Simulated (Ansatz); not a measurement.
## A series in volume per atom on ZnAg

Plane-wave density functional theory, PAW datasets, Gaussian smearing 0.05 eV: one cell in which all forces lie under 0.002 eV/angstrom; stress (xx yy zz yz xz xy) and pressure positive in compression; site moments are of spin alone; formation energy from the elements run alike, uncorrected. The results are calculated, by Ansatz 0.2.0.

Cell of the first row (space group Pm-3m, No. 221):
```
CELL_PARAMETERS angstrom
3.07480 0.00000 0.00000
0.00000 3.07480 0.00000
0.00000 0.00000 3.07480
ATOMIC_POSITIONS crystal
Zn 0.50000 0.50000 0.50000
Ag 0.00000 0.00000 0.00000
```

Settings of every row: paw set soft_2; functional PBEsol; spin treatment none; moment partition spheres; spin axis none; wave cutoff 420 eV; k mesh 10x10x10; SCF start atoms; lower state search light; symmetry use detected.

Atom first moment, atom hubbard u: 0 on all atoms.

```
row  volume per atom (Å³)  energy above relaxed cell (meV per atom)  pressure (GPa)  formation energy (eV per atom)
  1                14.536                                      9.73            5.34                         -0.0512
  2                14.839                                      2.36            2.52                         -0.0585
  3                15.141                                         0            0.04                         -0.0609
  4                15.366                                      1.12           -1.61                         -0.0598
  5                15.444                                      2.04           -2.15                         -0.0588
  6                15.747                                      7.96           -4.07                         -0.0529
  7                15.875                                         ?               ?                               ?
```

Question: what energy above relaxed cell and pressure should row 7 give?

Worked fit of energy above relaxed cell. Take u = (V_r/V)^(2/3) − 1 with V_r = 15.253 Å³ an atom, which is twice the finite (Eulerian) strain; such expansions in the strain, on which the Birch-Murnaghan equation of state is built, carry the rest volume and the bulk modulus. The shown rows have u = 0.03262, 0.01851, 0.00493, -0.00491, -0.00826, -0.02102. Least squares give energy above relaxed cell = 0.269 − 114.45 × u + 12134.5 × u² + 8152 × u³ meV per atom; a parabola predicts inner rows, each left out in turn, worse (root mean square 0.053 against 0.0033 meV per atom). All shown rows lie on it to the printed digit. Its lowest point lies at u = 0.0047, or V = 15.15 Å³ an atom, and the curvature there gives the bulk modulus at fixed shape and fractions, B = (4/9)(1 + u)² E″(u)/V = 116 GPa. The withheld row has u = -0.02629, so the fit gives 0.269 − 114.45 × (-0.02629) + 12134.5 × (-0.02629)² + 8152 × (-0.02629)³ = 11.52 meV per atom.

The calculation gave 11.49 meV per atom. The fit lies 0.03 meV per atom (0.26 % of the column's range) above it; its largest miss of a shown row is 0.00 meV per atom. This row lies beyond the range of the fit.

Worked fit of pressure. Take u = (V_r/V)^(2/3) − 1 with V_r = 15.253 Å³ an atom, which is twice the finite (Eulerian) strain; such expansions in the strain, on which the Birch-Murnaghan equation of state is built, carry the rest volume and the bulk modulus. The shown rows have u = 0.03262, 0.01851, 0.00493, -0.00491, -0.00826, -0.02102. Least squares give pressure = −0.802 + 168.26 × u + 613.2 × u² GPa; a straight line predicts inner rows, each left out in turn, worse (root mean square 0.16 against 0.0035 GPa). All shown rows lie on it to the printed digit. The pressure vanishes at u = 0.0047, or V = 15.15 Å³ an atom, and there the bulk modulus at fixed shape and fractions is B = −V dP/dV = (2/3)(1 + u) dP/du = 117 GPa. The withheld row has u = -0.02629, so the fit gives −0.802 + 168.26 × (-0.02629) + 613.2 × (-0.02629)² = -4.80 GPa.

The calculation gave -4.81 GPa. The fit lies 0.01 GPa (0.099 % of the column's range) above it, one unit of the last digit. This row lies beyond the range of the fit.

The other values of row 7: formation energy -0.0494 eV per atom.
